The rate of an electric-dipole line scales as

A = (4α ω³ / 3c²) · S / (2J + 1)

where ħω is the photon energy, α the fine-structure constant, J the angular momentum of the upper level and S the line strength, the squared reduced matrix element of the electron position. The seven Fe+ lines below span 1.22 eV at 723 eV, so ω³ changes by 0.51 % from the first row to the last, while A changes by a factor of 2.20. The energy factor therefore explains almost none of the variation, which has to come from 2J + 1 and from S. All rows are the same one-electron jump, 3d → 2p, so the radial integral inside S should be nearly common to them (this is argued), and what remains is angular momentum coupling.

Radiative decay of Fe+ levels with a 2p vacancy, calculated with radial Dirac CI 1; Auger decay is left out. Relativistic CI among 2p6 3d6 4s, 2p5 3d7 4s, 2p5 3d6 4s2 and 2p6 3d6 4p, with Dirac orbitals optimised for each configuration in exchange-only KLI potentials, zero-frequency Breit and model QED terms, and unscaled Slater integrals.

```
        line upper        line lower  line energy (eV)  line einstein a (s⁻¹)
2p5 3d7 4s 4Go11/2  2p6 3d6 4s 6D9/2            722.54           290000000000
 2p5 3d7 4s 4Fo7/2  2p6 3d6 4s 6D5/2            722.86           467600000000
 2p5 3d7 4s 4Fo9/2  2p6 3d6 4s 6D9/2            723.17           637400000000
 2p5 3d7 4s 4Fo9/2  2p6 3d6 4s 6D7/2            723.40           308100000000
 2p5 3d7 4s 4Fo9/2  2p6 3d6 4s 6D9/2            723.45           559900000000
 2p5 3d7 4s 4Po5/2  2p6 3d6 4s 6D5/2            723.72           480000000000
 2p5 3d7 4s 4Po5/2  2p6 3d6 4s 6D7/2            723.76           515700000000
```

The results are relativistic configuration interaction without a correlation estimate. A label such as 4Go11/2 gives the multiplicity 2S + 1, the orbital letter L, an o for odd parity and J, and it names the largest LS component of the level. The column line einstein a is A, the decay rate per ion in the upper level. Every row goes from odd to even parity with J changing by 0 or 1, so all are electric-dipole lines. Magnetic-dipole and electric-quadrupole decays keep parity and cannot contribute.

These seven lines are an excerpt, and the same run has much faster lines near 710 eV. The seven lines come from five upper levels. The lower term 6D is inverted, as for a more than half-filled d shell, with J = 9/2 lowest. Pairs of lines near 709 eV in the same calculation give the intervals independently: 0.05 eV from 9/2 to 7/2 and 0.03 eV from 7/2 to 5/2. Adding them back puts the lines at 723.40 and 723.45 eV on one 4Fo9/2 level, and the two 4Po5/2 lines on one level at 723.80 to 723.81 eV, within the 0.01 eV that rounding allows in a difference. The line at 723.17 eV belongs to another level with the same 4Fo9/2 label, 0.28 eV lower. The small gaps in the table are thus fine structure of the lower term and the large gaps are spacings between upper levels. The intervals are only three to five rounding units, so their ratio (1.25 from the table, 1.67 from the lines near 709 eV, 1.29 by the Landé rule) tests nothing, and the run itself warns that d-shell fine structure can come out too small or inverted.

Every row is labelled quartet → sextet, and the first row also changes L by two units, yet the rates are 2.9 to 6.4 × 10¹¹ s⁻¹. The same calculation shows that the labels do not govern rates: a line labelled 2Do5/2 → 6D7/2 at 709.78 eV, two units of spin away from allowed, has 7.81 × 10¹¹ s⁻¹, more than any row of the table. The cause is standard. The spin-orbit interaction of a 2p hole in iron splits 2p3/2 from 2p1/2 by roughly 13 eV (a rough, recalled size), more than the electrostatic splittings between the hole and the 3d shell. The hole's j is then nearly a good quantum number, and total S and L are not. The table's lines are assigned to the 2p1/2 group (L2) and those near 709 eV to the 2p3/2 group (L3). That assignment is argued from the offset between lines with the same pair of labels, which is near 13 eV but not uniform. The listed lines hold five such pairs: 4Fo7/2 → 6D5/2, at 722.86 and 710.20 eV, gives 12.66 eV, 4Fo9/2 → 6D9/2 gives 13.09 and 13.37 eV, and 4Go11/2 → 6D9/2 gives 13.19 eV and, with a second line at 708.38 eV, 14.16 eV. The offsets thus scatter over 1.5 eV, more than the span of the table. They support the division into two groups but do not measure the splitting, because equal labels do not mean equal parentage.

A simpler system shows the principle. In an argon-like ion such as Ti4+, promoting 2p to the empty 3d shell gives three J = 1 levels, 1P, 3P and 3D. In LS coupling only 1P connects to the 1S ground state. Spin-orbit coupling of the hole spreads the 1P character over all three, and each line is as strong as its share. The analogy covers the sharing of one allowed component among levels of the same J. It stops there, since in Fe+ the open 3d7 4s shell supplies many parents, several J values are reached, and up to three allowed terms, with 6D arising from two parents, can add in one amplitude.

Those components are easy to list. The dipole operator conserves S and changes L by at most one, so from 6D it reaches 6P, 6D and 6F only. A sextet needs the valence shell 3d7 4s in a quintet, and d7 has just two quartets, so the parents are 5F and 5P. A model without parameters takes one parent level J′, couples it to a pure j = 1/2 hole, and expands the product in LS terms. Nothing is fitted to any row. For the parent 5F5 and J = 11/2 the expansion can be done by hand in the state M = 11/2, which is a plain product of the stretched parent (M_L = 3, M_S = 2) and the hole:

|j = 1/2, m = 1/2⟩ = √(2/3) |m_l = 1, ↓⟩ − √(1/3) |m_l = 0, ↑⟩

The first piece has M_L = 4, so it is pure G. Its spin state, M_S = 2 with a down spin added, is 4/5 quartet and 1/5 sextet. The second piece has M_S = 5/2, so it is pure sextet, and its orbital state, M_L = 3 built from 3 and 0, is 3/4 F and 1/4 G. The weights follow:

4G: 2/3 × 4/5 = 0.53
6F: 1/3 × 3/4 = 0.25
6G: 2/3 × 1/5 + 1/3 × 1/4 = 0.22

The state earns the label 4G11/2 and still carries a quarter of allowed character. In a j = 1/2 hole the spin and orbital momentum point mostly opposite ways, so a hole whose orbital momentum is aligned with the parent's has its spin against the parent's, which gives high L with lowered spin. This reproduces the label of the first row and shows how a line that breaks two LS rules can be fast. That the level at 722.54 eV really has the parent 5F5 is a guess that the label supports.

The size of the share can be checked, because 6F11/2 is the only allowed component for J = 11/2 and no interference arises. The same calculation has three lines from J = 11/2 levels to 6D9/2 near 709 eV, with rates 2.16, 3.34 and 8.51 × 10¹¹ s⁻¹. Among these four lines the first row holds

2.90 / (2.90 + 2.16 + 3.34 + 8.51) = 0.17

and removing the ω³ advantage of the higher energy, about 6 %, lowers this to 0.16. Any other J = 11/2 line would lower it again. The model's 0.25 is about half as large again as this share, with the radial integrals of 2p1/2 and 2p3/2 taken as equal and the lower level as pure 6D. The direction of the misfit is what theory argues for. The 2p-3d exchange interaction lowers sextets against quartets, so when it mixes the two hole states it moves sextet character into the lower group and quartet character into the upper one. Sharing of the 6F character with other J = 11/2 levels of the upper group would act the same way, and these numbers alone cannot tell the two apart. Exchange is the likelier cause, since the other parents that reach J = 11/2 with a j = 1/2 hole are built on the d7 doublets 2G and 2H, lie higher and have no sextet of their own.

For the other four levels the model fails on the label. With a quintet parent the leading term comes out a sextet in all six other couplings tried (a selection: 5P3 at J = 7/2, left out, leads with 4D, which is again not a label of the table), and 4F or 4P reaches second place at best, in three of the six, with weights of 0.22 to 0.28. The allowed share ranges from 0.06 (5F3, J = 7/2) to 0.74 (5F5, J = 9/2). So the model shows that neighbouring levels of one hole type can differ widely in strength for angular reasons alone, but it does not predict which level has which rate. Exchange is left out of it, and so are the triplet parents of 3d7 4s, which add quartet character and no sextet character. One statement is firm: a P label cannot arise from 5F, since F coupled to a p hole gives D, F or G, so the 4Po5/2 level is led by a parent of low L. The analysis printed after this text gives the two leading weights of each coupling, with the total and the allowed sextet share.

With these pieces the irregular rows can be read one by one. The first row has the lowest A but is fourth in gA = (2J + 1)A, the quantity proportional to S. Its strength is divided among twelve upper sublevels, and it has a single allowed component to draw on. The two 4Po5/2 rows are third and fourth in A but fifth and seventh in gA, so their respectable rates come from dividing by six. The dip at 723.40 eV, between two faster lines, is the weaker branch of a level whose two branches sum to 8.68 × 10¹¹ s⁻¹. In gA five lines lie between 2.88 and 3.74 × 10¹² s⁻¹ and two stand out, at 5.60 and 6.37 × 10¹² s⁻¹. Both are 9/2 → 9/2 lines. A pure 6D9/2 level would favour that branch, and the coupling of 5F5 to the hole supplies 0.52 of 6D at J = 9/2, so a 6D9/2 admixture is a plausible source. For the level at 723.17 eV there is indirect support: no 7/2 branch appears near 723.12 eV, and if it is missing because it is slower than the slowest row, the 9/2 branch exceeds it by more than 2.20, which points toward 6D and away from 6F by the pure-term ratios given next.

The two shared levels allow a cleaner test, since 2J + 1 and the radial integral cancel in a branching ratio. If one LS term lent all the intensity, the ratio would be fixed by 6j symbols. For the upper 4Fo9/2 level the ratio of the 9/2 branch to the 7/2 branch is 1.82, against 4.40 for pure 6D and 0.23 for pure 6F. For 4Po5/2 the ratio of the 5/2 branch to the 7/2 branch is 0.93, against 0.71, 0.40 and 8.10 for 6P, 6D and 6F. The nearest, 6P, is exceeded by a factor 0.93/0.71 = 1.3. The numbers show that no single term suffices, given a pure 6D lower term. Theory then says that the amplitudes add before squaring,

S(J → J″) = |Σ c(L) a(L, J, J″)|²

with c(L) the coefficient of the sextet term L in the upper level and a its angular amplitude to the lower level J″, so that signs matter. Here c(L) also carries the reduced strength of the term, which differs among 6P, 6D and 6F, and for 6D it sums the 5F and 5P parents. The cross term is linear in the smaller amplitude, so a slight admixture can shift a ratio a good deal, and the 4Po5/2 level may still draw nearly all its intensity from 6P. One ratio per level cannot fix those coefficients.

The summed rates per level rise steadily with energy, from 2.90 to 9.96 × 10¹¹ s⁻¹, and this should be given no meaning. The two largest sums contain two lines and the others one, J = 11/2 can reach only 6D9/2 while J = 7/2 and 5/2 can each reach three levels of the term, and after weighting with 2J + 1 the last level falls below both 4Fo9/2 levels.

The same reasoning bears on neighbouring cases. The L3 group has twice as many hole substates and gains sextet character from the 2p-3d interaction, direct as well as exchange, so it should be stronger. The listed lines are consistent with that but do not measure it, since the table is only a 1.22 eV slice of the L2 group and need not hold its fastest lines: the largest A near 710 eV is 6.92 times the table's maximum, though it comes from a J = 1/2 level and is only 1.38 times the maximum in gA, where the largest ratio is 2.57. Toward lighter 3d ions the spin-orbit splitting falls roughly as the fourth power of the screened charge while the electrostatic integrals fall far more slowly, so the two groups approach and mix, and j of the hole loses its meaning. Toward heavier ones the groups separate further and the pure-j picture improves. For a 3p hole in iron the order of sizes is reversed, with a large 3p-3d exchange and a small spin-orbit splitting, so LS labels largely hold and quartet → sextet lines should be weak beside sextet → sextet lines.

In practice, lines of an iron 2p-hole spectrum should not be discarded on their LS labels, and levels should be matched between calculations by J, parity and composition (hole j and valence parent), with energy order as a guide only where levels of one J are well separated. For equally populated upper sublevels, or for absorption, the quantity to compare is gA or gf. From 6D9/2 the three rows have gf of 0.154, 0.281 and 0.247. A yields no lifetime here, since Auger decay dominates iron 2p holes and is left out. The tabulated lines contribute 0.19 to 0.66 meV to the level widths, against a real width of some tenths of an eV (rough, recalled), which would merge the 0.04 and 0.05 eV pairs entirely and the five levels at least in part.

Absolute energies carry a configuration error of up to about 10000 cm⁻¹, or 1.24 eV, as large as the whole span, though it mostly moves all rows together. The spacings between upper levels depend on unscaled Slater integrals, which make term splittings 10 to 25 % too wide, so the order of neighbours 0.2 to 0.4 eV apart is not secure. The same integrals set the mixing coefficients, so individual rates and branching ratios are less reliable than their four figures suggest. The run warns that rates follow the computed energies and can be off by orders of magnitude. Through ω³ an error of 1.24 eV would change these rates by only about 0.5 %, so the danger here lies in the mixing, which depends on the spacings between levels and decides how the sextet character is shared out. The neglected overlap between the relaxed orbitals of the two configurations should act more nearly as a common factor on all rows. The short configuration list matters little for the lower term, because 3d7 has no sextet to mix into 6D, but the quartet-led upper levels are open to mixing with 2p5 3d8, which the run excludes.

Printed output of the fit:

```
rounding: energies 0.005 eV (0.01 eV in a difference), A four figures
upper -> lower, E eV, Ju-Jl, A 1e11/s (rank), gA 1e12/s (rank), gf, upper level above 6D9/2 eV
4Go11/2 -> 6D9/2 722.54 +1 2.90 (7) 3.48 (4) 0.154 722.54
4Fo7/2 -> 6D5/2 722.86 +1 4.68 (5) 3.74 (3) 0.165 722.94
4Fo9/2 -> 6D9/2 723.17 +0 6.37 (1) 6.37 (1) 0.281 723.17
4Fo9/2 -> 6D7/2 723.40 +1 3.08 (6) 3.08 (6) 0.136 723.45
4Fo9/2 -> 6D9/2 723.45 +0 5.60 (2) 5.60 (2) 0.247 723.45
4Po5/2 -> 6D5/2 723.72 +0 4.80 (4) 2.88 (7) 0.127 723.80
4Po5/2 -> 6D7/2 723.76 -1 5.16 (3) 3.09 (5) 0.136 723.81
span 1.22 eV = 0.17 %; E^3 changes 0.51 %; 10000 cm-1 = 1.24 eV
max/min: A 2.20, gA 2.21
6D 7/2-9/2: table 0.05 eV (403 cm-1), 709 eV lines 0.05; 5/2-7/2: table 0.04, 709 eV lines 0.03
interval ratio: table 1.25, 709 eV lines 1.67, Lande rule 1.29
upper levels: 5; the two 4Fo9/2 levels differ by 0.28 eV
  4Go11/2 722.54 eV, lines 1, sum A 2.90e11/s, g*sum 3.48e12/s, hbar*sum 0.19 meV
  4Fo7/2 722.94 eV, lines 1, sum A 4.68e11/s, g*sum 3.74e12/s, hbar*sum 0.31 meV
  4Fo9/2 723.17 eV, lines 1, sum A 6.37e11/s, g*sum 6.37e12/s, hbar*sum 0.42 meV
  4Fo9/2 723.45 eV, lines 2, sum A 8.68e11/s, g*sum 8.68e12/s, hbar*sum 0.57 meV
  4Po5/2 723.81 eV, lines 2, sum A 9.96e11/s, g*sum 5.97e12/s, hbar*sum 0.66 meV
lines near 709 eV: E eV, A 1e11/s, gA 1e12/s, A and gA over the table maximum
  6Do1/2 -> 6D3/2 709.98 44.12 8.82 6.92 1.38
  6Do3/2 -> 6D5/2 709.88 26.30 10.52 4.13 1.65
  4Fo9/2 -> 6D9/2 710.08 16.39 16.39 2.57 2.57
  4Go11/2 -> 6D9/2 709.35 8.51 10.21 1.34 1.60
  2Do5/2 -> 6D7/2 709.78 7.81 4.69 1.23 0.74
same-label offsets: 4Go11/2 13.19 eV; 4Fo9/2 13.09 and 13.37 eV
lowest table line above listed 707.71-710.38 eV group: 12.16 to 14.83 eV
quintet parent + j=1/2 hole: two leading LS terms, all sextets, sextets P D F (E1 to 6D allowed)
  5F5, J=11/2: 4G 0.53, 6F 0.25; 0.47; 0.25
  5F5, J=9/2: 6D 0.52, 4F 0.22; 0.76; 0.74
  5F4, J=9/2: 6G 0.38, 4G 0.33; 0.51; 0.13
  5F4, J=7/2: 6F 0.34, 6D 0.32; 0.72; 0.66
  5F3, J=7/2: 6G 0.49, 4F 0.25; 0.55; 0.06
  5P3, J=5/2: 6P 0.40, 6S 0.26; 0.78; 0.52
  5P2, J=5/2: 6D 0.41, 4P 0.28; 0.49; 0.41
branching from one upper level: table against pure sextet terms
  4Fo9/2: A(6D9/2)/A(6D7/2) table 1.82; 6D 4.40, 6F 0.23
  4Po5/2: A(6D5/2)/A(6D7/2) table 0.93; 6P 0.71, 6D 0.40, 6F 8.10
```
